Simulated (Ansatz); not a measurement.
# A series in volume scale on Ca

Results calculated with Ansatz 0.2.0, not measured. Periodic Kohn-Sham DFT of a crystal at fixed atoms, scaled to volume_scale times the given cell; pressure positive in compression, energy less spherical unpolarised free atoms, largest_vzz the field gradient of largest size among the nuclei.

The cell before it is scaled or strained (space group Fm-3m, No. 225):
```
Ca
1.0
      0.0000     2.7942     2.7942
      2.7942     0.0000     2.7942
      2.7942     2.7942     0.0000
Ca
1
Direct
  0.00000 0.00000 0.00000
```

Settings of every row: method frozen-core PAW; functional PBEsol; relativity scalar; k mesh 11x11x11; filling fermi-dirac; smearing width 0.05 eV; wave cutoff 420 eV; paw set soft_2.

Atom start moment: 0 on all atoms.

Limits: PAW files made with PBE.

```csv
row,volume scale,V (Å³/atom),pressure (GPa)
1,0.94,41.014,-0.192
2,0.96,41.886,?
3,0.98,42.759,-0.87
4,0.99,43.195,-1.021
5,1,43.632,-1.165
6,1.01,44.068,-1.302
7,1.02,44.504,-1.434
8,1.04,45.377,-1.678
9,1.06,46.25,-1.901
```

Question: what pressure should row 2 give?

Worked fit of pressure. Take u = (V_r/V)^(2/3) − 1 with V_r = 43.85 Å³ an atom, which is twice the finite (Eulerian) strain; such expansions in the strain, on which the Birch-Murnaghan equation of state is built, carry the rest volume and the bulk modulus. The shown rows have u = 0.04558, 0.01694, 0.01008, 0.00333, -0.0033, -0.00982, -0.02256, -0.0349. Least squares give pressure = −1.2346 + 20.731 × u + 46.98 × u² GPa; a straight line predicts inner rows, each left out in turn, worse (root mean square 0.024 against 0.00037 GPa). The rows lie off it by 0.000, 0.000, 0.000, 0.000, 0.001, 0.000, 0.000, 0.000. The withheld row has u = 0.03102, so the fit gives −1.2346 + 20.731 × (0.03102) + 46.98 × (0.03102)² = -0.546 GPa.

The calculation gave -0.547 GPa. The fit lies 0.001 GPa (0.059 % of the column's range) above it, one unit of the last digit.
